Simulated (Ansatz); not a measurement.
**How methods differ on AlH2F (SMILES [H][Al]([H])[F])**

The species is AlH2F (4 atoms), meant as a singlet with charge 0. SMILES: `[H][Al]([H])[F]`. Geometry: a GFN2-xTB relaxation, a rough one for these elements and not checked as a minimum.

```xyz
4

Al    0.0196    0.0327    0.0009
H     1.5469   -0.0179    0.0141
H    -0.7390    1.3588   -0.0194
F    -0.8275   -1.3736    0.0044
```

Quantity: the energy change with the Al1–H2 bond stretched from 1.528 to 2.292 Å, in eV. The values are calculated.

```json
{"level": "SVWN5/STO-3G (restricted)", "kind": "LDA", "program": "Ansatz", "value (eV)": "2.84", "less FCI/STO-3G": "-0.11"}
{"level": "PBE/STO-3G (restricted)", "kind": "GGA", "program": "Ansatz", "value (eV)": "2.73", "less FCI/STO-3G": "-0.22"}
{"level": "revPBE/STO-3G (restricted)", "kind": "GGA", "program": "Ansatz", "value (eV)": "2.69", "less FCI/STO-3G": "-0.26"}
{"level": "r2SCAN/STO-3G (restricted)", "kind": "meta-GGA", "program": "Ansatz", "value (eV)": "2.96", "less FCI/STO-3G": "+0.01"}
{"level": "BHLYP/STO-3G (restricted)", "kind": "global hybrid", "program": "Ansatz", "value (eV)": "3.43", "less FCI/STO-3G": "+0.48"}
{"level": "r2SCAN0/STO-3G (restricted)", "kind": "hybrid meta-GGA", "program": "Ansatz", "value (eV)": "3.25", "less FCI/STO-3G": "+0.30"}
{"level": "CAM-B3LYP/STO-3G (restricted)", "kind": "range-separated hybrid", "program": "Ansatz", "value (eV)": "3.23", "less FCI/STO-3G": "+0.28"}
{"level": "CCSD(T)/STO-3G (restricted)", "kind": "coupled cluster or CI", "program": "Ansatz", "value (eV)": "2.96", "less FCI/STO-3G": "+0.01"}
{"level": "FCI/STO-3G", "kind": "exact in the basis", "program": "Ansatz", "value (eV)": "2.95", "less FCI/STO-3G": "0.00"}
```

FCI/STO-3G is exact within its basis and frozen core, so for wave-function methods in that basis the difference is their error; functionals converge differently with the basis, so for them it is only a difference. The first shape isn't each level's own minimum. The values span 2.69 to 3.43 eV. All rows use very small basis sets, so even the best lies far from the true value.

Stretching the Al–H bond costs more with every hybrid than with any semilocal functional. The cleanest comparison is r2SCAN with r2SCAN0, where adding exact exchange raises the cost from 2.96 to 3.25 eV; BHLYP, with its large exact-exchange share, gives the highest value. As the σ bond lengthens, the bonding and antibonding orbitals draw together, and a closed-shell determinant keeps too much ionic character because it cannot place one electron on each fragment. Semilocal exchange probably mimics part of the missing left-right correlation, which exact exchange removes.

CCSD(T) stays within 0.01 eV of FCI, so the σ² configuration still dominates enough at this stretch for a perturbative treatment of triples to work. r2SCAN lies equally close, but a match in one energy difference doesn't show that it describes the correlation correctly at either geometry. The agreement of CCSD(T) can't be carried over to full dissociation, where the two configurations become near-degenerate and a single-reference treatment can fail.
